Elastic constants treat a metal as a spring, whose energy grows as the square of the strain. How far can that picture be carried? The table tests it in tungsten for one change of shape, a stretch or squeeze along one cube axis at fixed volume.

Relaxed bcc tungsten (a = 3.168 Å), stretched or squeezed along [001] at a fixed volume of 15.90 Å³ per atom. Ansatz 0.2.0, plane-wave PAW, scalar-relativistic, r2SCAN functional, no spin polarisation, cutoff 500 eV, 30×30×30 k mesh, Gaussian smearing of 0.15 eV. Energies are free energies relative to the undisturbed cell; pressure is positive in compression.

| axial ratio (over its starting value) | energy change (meV/atom) | pressure (GPa) |
| --- | --- | --- |
| 0.707 | 760.8 | 18.31 |
| 0.78 | 513.8 | 9.42 |
| 0.85 | 296.4 | 4.44 |
| 1 | 0.0 | 0.08 |
| 1.2 | 289.3 | 4.08 |
| 1.414 | 561.6 | 5.81 |

The axial ratio $r$ is the length along the axis over the length across it, relative to undisturbed bcc tungsten. At $r=1.414$, which is $\sqrt2$, the crystal has become fcc; the other strained rows are tetragonal. On a logarithmic scale, with $t=\ln r$, the end rows 0.707 and 1.414 are equal and opposite strains, yet the first costs 761 meV per atom and the second 562. Why does the energy level off on one side, and why is fcc costly at all?

**A spring.** A square law in $t$, fitted to bcc and to the two least strained rows, 0.85 and 1.2, gives the same energy at both ends. It overshoots the computed value by about half at 0.707 and by a factor of two at fcc. Even within the fit it misses both strained rows by more than a tenth of their energy. A square law should hold for small enough strains, but it has no means of levelling off.

**Crowding.** It is tempting to say that strain costs energy because it pushes atoms into each other. At 0.707 this is plausible, since the shortest distance between atoms, now along the axis, has fallen from 2.74 to 2.51 Å. In fcc, however, the closest atoms are 2.82 Å apart, farther than in bcc. A steep repulsion summed over near neighbours comes out a few per cent lower in fcc than in bcc, so crowding alone would make fcc the cheaper structure.

**Symmetry.** A small stretch along $z$ at fixed volume shrinks $x$ and $y$ by half as much. Apply such a stretch along $x$, $y$ and $z$ in turn and, to first order, the three cancel. In a cubic crystal all three change the energy at the same rate, so that rate must be zero. The energy curve is therefore flat at bcc and flat again at fcc, in any metal where no magnetic order breaks the cubic symmetry.

The computed stresses, which give the slope of the energy at each row, agree. At 1.2 the energy rises by 24 meV for each 1 % of axial ratio; at fcc the slope is practically zero. Fcc still shows a pressure of 5.8 GPa, because the crystal would like to expand, but it has no preferred axis along which to do so.

A pendulum behaves in the same way. For small swings it acts like a spring, but upside down it feels no torque although its energy is high. Its energy follows a cosine, which suggests a simple curve that is flat at both cubic structures:

$$E(t)=\frac{E_{\rm fcc}}{2}\left[1-\cos\left(\pi\,\frac{t}{t_{\rm fcc}}\right)\right]$$

Here $E$ is the energy change and $t_{\rm fcc}=\ln\sqrt2=0.347$. At $r=1.2$, $t=0.182$, so $t/t_{\rm fcc}=0.526$ and the cosine is $-0.082$. Half of 562 meV, times 1.082, is 304 meV.

The calculation gives 289 meV, so the estimate is 5 % high. Only the fcc energy went into it, not the row at 1.2. The test is a modest one, because that row lies near the middle, where any curve that rises gently and symmetrically between flat ends passes close to half the height; a cubic polynomial does as well as the cosine.

The analogy ends on the squeezed side. A pendulum swung the other way reaches the same top, whereas tungsten at 0.707 is not cubic and nothing requires its energy to level off. The slope does weaken at 0.78 before it steepens again, a shoulder whose cause these rows do not reveal.

Symmetry explains why the curve is flat at fcc, but not why it is high there. For that the standard explanation is the filling of the d bands. In bcc, the d states split into a bonding and an antibonding group with a trough between them, and tungsten has about enough electrons to fill the bonding group. In fcc the trough is missing at this filling, and some electrons must occupy higher levels.

No density of states is at hand to confirm this, but the calculation holds a hint. It blurs the occupation of levels near the Fermi energy, which lowers the energy more when more levels lie there. Removing the blur raises every strained row relative to bcc, by 1 to 2 meV for the tetragonal rows and 5 meV for fcc. That is what a trough in bcc would produce, though it does not account for the 562 meV.

A flat point need not be a resting place. The energy climbs towards fcc from 1.2, and the tiny slope left at 1.414, a hair short of $\sqrt2$, is still uphill. Fcc tungsten is also known to be unstable to this very distortion, so its flat point should be a summit. Beyond it the energy should fall and, once atoms crowd together, rise again, leaving a second minimum at a ratio above 1.414. No row reaches that far. The printed analysis below gives the slopes and the figures behind these comparisons.

Numerical output:

```
fit of energy_change on 3 rows (abs(t) < 0.2): coefficient of t2 9678 +/- 868; rms 30.1, worst 0.85 -40.8, leave-one-out rms 61.7
  rows outside the fit (model, value, miss): 0.707 1163, 760.8, 403; 0.78 597.4, 513.8, 83.6; 1.414 1161, 561.6, 600
Slopes in meV per 1 % of axial ratio:
    row  slope from stress  mean slope from row above
  0.707             -35.81                        n/a
   0.78             -21.01                     -25.14
   0.85              -30.8                      -25.3
    1.0                  0                     -18.24
    1.2              23.86                      15.87
  1.414            0.04627                      16.59
Tests of causes:
    row  shortest distance (Å)  repulsion sum power 12 (% vs bcc)  power 8 (% vs bcc)  rise without smearing (meV)  rough volume relaxation (meV)
  0.707                  2.514                              30.69                12.2                         1.13                          53.66
   0.78                  2.685                              7.143               3.553                         1.61                           14.2
   0.85                  2.759                             0.9522              0.7537                         1.82                          3.155
    1.0                  2.744                                  0                   0                            0                       0.001024
    1.2                  2.765                             -2.328             -0.7712                         1.36                          2.664
  1.414                  2.823                             -5.543              -2.335                         5.16                          5.403
Energy at 1.2 from cosine between bcc and fcc (meV): 304
Energy at 1.2 from cubic with flat ends (meV): 302.9
Slope at 1.2 from cosine (meV per 1 %): 25.38
Slope at 1.2 from cubic (meV per 1 %): 24.25
Spring law over computed energy at fcc (ratio): 2.068
Spring law over computed energy at 0.707 (ratio): 1.529
Energy at 0.707 less energy at fcc (meV): 199.2
```
